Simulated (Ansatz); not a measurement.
A series in volume scale on C

All results are calculated (Ansatz 0.2.0). Free energy against uniform scaling of the volume at fixed shape and fractions; periodic cell, basis, potentials, k mesh and filling as listed.

The cell before it is scaled or strained (space group Fd-3m, No. 227):
```
cell vectors (Å)
   0.0000     1.7834     1.7834
   1.7834     0.0000     1.7834
   1.7834     1.7834     0.0000
atoms (fractions of the cell vectors)
C   0.00000  0.00000  0.00000
C   0.25000  0.25000  0.25000
```

Settings of every row: functional PBE; dispersion none; potentials all-electron LAPW; k mesh 10x10x10; k shift 0x0x0; occupations fixed; smearing width 0 eV; spin none; basis error target 0.001 eV/atom; SCF threshold exponent -9.

```
row  volume scale  V (Å³/atom)  energy above lowest point (meV/atom)
  1          0.92        5.218                                  61.7
  2          0.96        5.445                                     ?
  3             1        5.672                                     0
  4          1.04        5.899                                   9.2
  5          1.08        6.126                                  39.2
```

Question: what energy above lowest point should row 2 give?

Worked fit of energy above lowest point. Take u = (V_r/V)^(2/3) − 1 with V_r = 5.7855 Å³ an atom, which is twice the finite (Eulerian) strain; such expansions in the strain, on which the Birch-Murnaghan equation of state is built, carry the rest volume and the bulk modulus. The shown rows have u = 0.07125, 0.0133, -0.01287, -0.03741. Least squares give energy above lowest point = 1.79 − 365.4 × u + 16931 × u² meV/atom; a straight line predicts inner rows, each left out in turn, worse (root mean square 30 against 0.21 meV/atom). The rows lie off it by 0.0, 0.1, -0.1, 0.0. Its lowest point lies at u = 0.0108, or V = 5.693 Å³ an atom, and the curvature there gives the bulk modulus at fixed shape and fractions, B = (4/9)(1 + u)² E″(u)/V = 433 GPa. The withheld row has u = 0.04127, so the fit gives 1.79 − 365.4 × (0.04127) + 16931 × (0.04127)² = 15.5 meV/atom.

The calculation gave 15.8 meV/atom. The fit lies 0.3 meV/atom (1.9 % of the value, 0.49 % of the column's range) below it; its largest miss of a shown row is 0.1 meV/atom.
